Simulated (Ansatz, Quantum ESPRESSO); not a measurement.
# Smearing function and width for the work function and energy of a five-layer Nb(100) slab in PBE

The work function and the energy per atom of an unrelaxed Nb(100) slab are calculated with nine combinations of smearing function and width. Both are measured against the run with Marzari-Vanderbilt smearing at 0.01 Ry; a positive ΔΦ means a higher work function.

Problem: a clean niobium emitter is to work at 1500 K, and its emission current is to be estimated from the work function of the cold electron system. A smearing is wanted that can be kept for a whole series of such slabs. It may change the estimated current by at most 10 % and the energy by at most 1 meV/atom, both relative to the reference run. Which rows qualify, and how far does the answer depend on the reference?

## Set-up

Metal slabs of 5 layers at the tabulated measured lattice constant, atoms as built and not relaxed. Quantum ESPRESSO 7.5 (pw.x), PBE, SCF threshold 1e-7 Ry, no spin-orbit coupling, open boundaries by the effective screening medium. The smearing is varied; SSSP efficiency pseudopotentials, cutoff 45 Ry, mesh 12×12×1, 5 atoms.

Notes on method and selection:

- mv is Marzari-Vanderbilt, mp Methfessel-Paxton, fd Fermi-Dirac.
- Runs in which the search for lower states was switched off are not listed.
- Runs that did not converge, have known faults or may not be shown are not listed, and runs on Ansatz's PAW sets soft_1 and soft_2 are kept to separate tables.

Columns:

- width (Ry): smearing width.
- ΔΦ (meV): work function less that of the run 'mv smearing, 0.01 Ry'.
- energy change (meV/atom): energy per atom (extrapolated to zero width where the program gives it) less that of the run 'mv smearing, 0.01 Ry'.
- iterations: SCF iterations.

Input lines of one member:

```
&control
  calculation = 'scf'
  tprnfor = .true.
/
&system
  ibrav = 0
  nat = 5
  ntyp = 1
  ecutwfc = 45
  ecutrho = 360
  occupations = 'smearing'
  smearing = 'mv'
  degauss = 0.01
  assume_isolated = 'esm'
  esm_bc = 'bc1'
```

Command (options for logging and memory left out): `pw.x -in input`

## Numbers

| member | width (Ry) | ΔΦ (meV) | energy change (meV/atom) | iterations |
| --- | --- | --- | --- | --- |
| fd smearing, 0.002 Ry | 0.002 | −18.7 | 0.584 | 49 |
| mv smearing, 0.01 Ry | 0.010 | 0.0 | 0.000 | 55 |
| gaussian smearing, 0.01 Ry | 0.010 | 7.6 | 0.573 | 41 |
| fd smearing, 0.01 Ry | 0.010 | 18.3 | 0.765 | 53 |
| mv smearing, 0.02 Ry | 0.020 | 4.7 | 0.049 | 36 |
| mp smearing, 0.02 Ry | 0.020 | 21.0 | 1.396 | 34 |
| gaussian smearing, 0.03 Ry | 0.030 | 21.8 | 0.535 | 48 |
| fd smearing, 0.03 Ry | 0.030 | 160.6 | −14.427 | 40 |
| mv smearing, 0.04 Ry | 0.040 | −11.0 | −1.852 | 36 |

## Interpretation

With Fermi-Dirac smearing the work function rises steeply with width. From 0.01 to 0.03 Ry it gains 160.6 − 18.3 = 142.3 meV, while Gaussian smearing gains 21.8 − 7.6 = 14.2 meV over the same interval, a tenth as much.

Much of this contrast comes from what "width" means. The Fermi-Dirac function has long tails, and its root-mean-square spread is π·√(2/3) ≈ 2.6 times that of a Gaussian with the same nominal width. Fermi-Dirac at 0.01 Ry therefore corresponds to a Gaussian of about 0.026 Ry, and its 18.3 meV indeed lies close to the 21.8 meV of the Gaussian at 0.03 Ry. Put on this common scale, the five Gaussian and Fermi-Dirac rows rise in order: −18.7, 7.6, 18.3, 21.8 and 160.6 meV.

Two mechanisms can raise the work function. The Fermi level sinks if the density of states increases with energy around it, and electrons lifted into higher states reach farther into the vacuum, which strengthens the surface dipole. Their shares are not shown in the table.

Marzari-Vanderbilt smearing is built so that the error quadratic in the width cancels. Its three work functions, from 0.01 to 0.04 Ry, stay within 4.7 + 11.0 = 15.7 meV and do not follow the width in one direction.

For the energy, extrapolation to zero width removes the quadratic term for Gaussian and Fermi-Dirac smearing as well. The two Gaussian energies accordingly differ by only 0.573 − 0.535 = 0.038 meV/atom. Higher-order terms survive the extrapolation, and at 0.03 Ry Fermi-Dirac they have grown to −14.427 meV/atom.

## Members off the line

Fermi-Dirac smearing at 0.03 Ry stands apart in both columns. Its width is a real electron temperature, 0.03 × 13.6 eV / (0.086 meV/K) ≈ 4700 K, and the forces on the slab are clearly weaker there too. Its work function can be read as that of a metal with very hot electrons, but neither column approximates the cold metal: the energy is meant to be extrapolated to zero width, and at this width the extrapolation fails.

Fermi-Dirac at 0.002 Ry has the lowest work function, −18.7 meV. So narrow a function lets few levels of the 12×12×1 mesh share the partial filling, so a sampling error is the first suspect. Being narrowest does not make this row the most accurate.

Methfessel-Paxton at 0.02 Ry has the highest energy, 1.396 meV/atom, and lies 21.0 − 4.7 = 16.3 meV above Marzari-Vanderbilt of equal width in work function. Different weighting of the same discrete levels is a possible reason.

## Choosing a member

Solution. At fixed temperature the thermionic current scales as exp(−Φ/kT). With k = 0.086 meV/K and T = 1500 K, kT ≈ 130 meV, so a shift ΔΦ multiplies the current by exp(−ΔΦ/130 meV).

Current criterion:

- Marzari-Vanderbilt, 0.02 Ry: −4 %, passes.
- Gaussian, 0.01 Ry: −6 %, passes.
- Marzari-Vanderbilt, 0.04 Ry: +9 %, passes narrowly.
- Fermi-Dirac, 0.01 Ry: −13 %, fails.
- Gaussian, 0.03 Ry, and Methfessel-Paxton, 0.02 Ry: −15 % each, fail.
- Fermi-Dirac, 0.002 Ry: +15 %, fails.
- Fermi-Dirac, 0.03 Ry: −71 %, fails.

Energy criterion: of the three survivors, Marzari-Vanderbilt at 0.04 Ry drops out with −1.852 meV/atom. The other two pass with 0.049 and 0.573 meV/atom. The reference run passes by definition and is not ranked.

The pick is Marzari-Vanderbilt at 0.02 Ry, and the runner-up is Gaussian at 0.01 Ry. The pick shares its function with the reference, which could favour it. Measured against the runner-up instead, it differs by 4.7 − 7.6 = −2.9 meV and 0.049 − 0.573 = −0.524 meV/atom, and still qualifies. The list of qualifying rows does change with that reference. Fermi-Dirac at 0.01 Ry then passes, with 18.3 − 7.6 = 10.7 meV (−8 % in current) and 0.765 − 0.573 = 0.192 meV/atom. Methfessel-Paxton at 0.02 Ry passes very narrowly, with 21.0 − 7.6 = 13.4 meV and 1.396 − 0.573 = 0.823 meV/atom. The pick is thus robust against this change of reference, but the rejection of rows near the limit is not.

Two things would overturn the pick. If a denser mesh confirmed the work function of Fermi-Dirac at 0.002 Ry, the pick would be 4.7 + 18.7 = 23.4 meV too high, outside the tolerance. And if the brief asked for electrons at the emitter's own temperature, Fermi-Dirac at 0.01 Ry, roughly 1600 K, would be the natural choice, its shift then being partly physical.

PBE itself tends to place the work functions of transition metals too low, by some tenths of an eV. An assumed error of 0.2 eV would by itself make the current too large by a factor exp(200/130) ≈ 5. The 10 % tolerance is thus useful for comparing slabs calculated alike, where much of this error cancels, and not for an absolute current.

## What to take away

For this slab and mesh, going from 0.01 to 0.02 Ry with Marzari-Vanderbilt smearing leaves work function and energy nearly unchanged. A width cannot be carried over from one function to another: a Fermi-Dirac width should be about 2.6 times smaller than a Gaussian one.

Without the widest Fermi-Dirac row, the work functions span 21.8 + 18.7 = 40.5 meV, well below the 0.2 eV assumed above for the PBE error. Relaxation is a separate matter: the outermost layer on each side is pulled inward, and letting the atoms move would lower the energy and could shift the work function, by amounts this table does not show.

[Logs are printed without paths, hosts, clocks, repeated set-up lines and the standing remarks that a program may print on its own settings, such as how far it seeks lower states.]
